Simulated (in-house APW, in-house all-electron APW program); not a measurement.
# TaTe: pressure against volume per atom

All-electron LAPW DFT of a crystal on the k mesh given, cartesian forces, stress positive in compression, open shells may miss their lowest state; pressure of the cell as given. The results are calculated, by in-house APW research code.

Cell of the first row (space group Fm-3m, No. 225):
```
TaTe
1.0
      0.0000     2.6717     2.6717
      2.6717     0.0000     2.6717
      2.6717     2.6717     0.0000
Ta Te
1 1
Direct
  0.00000 0.00000 0.00000
  0.50000 0.50000 0.50000
```

Settings of every row: k mesh 8x8x8; k shift 0x0x0; occupations Fermi-Dirac; smearing width 0.1 eV; functional PBE; relativity Dirac cores; nucleus point; spin none.

Atom start moment: 0 on all atoms.

Limits: coarse k mesh; the cell comes from a prototype or a list of computed structures and needn't be the stable phase.

```
row  volume per atom (Å³)  pressure (GPa)
  1                19.071               ?
  2                21.454            9.78
  3                22.408            3.89
  4                23.838           -2.73
  5                25.268           -7.34
```

Question: what pressure should row 1 give?

Worked fit of pressure. Take u = (V_r/V)^(2/3) − 1 with V_r = 23.123 Å³ an atom, which is twice the finite (Eulerian) strain; such expansions in the strain, on which the Birch-Murnaghan equation of state is built, carry the rest volume and the bulk modulus. The shown rows have u = 0.05121, 0.02116, -0.0201, -0.05743. Least squares give pressure = 0.29 + 160.503 × u + 482.48 × u² GPa; a straight line predicts inner rows, each left out in turn, worse (root mean square 0.89 against 0.027 GPa). The rows lie off it by 0.01, -0.01, 0.01, 0.00. The withheld row has u = 0.13705, so the fit gives 0.29 + 160.503 × (0.13705) + 482.48 × (0.13705)² = 31.35 GPa.

The calculation gave 31.99 GPa. The fit lies 0.64 GPa (2 % of the value, 1.6 % of the column's range) below it; its largest miss of a shown row is 0.01 GPa. This row lies beyond the range of the fit.
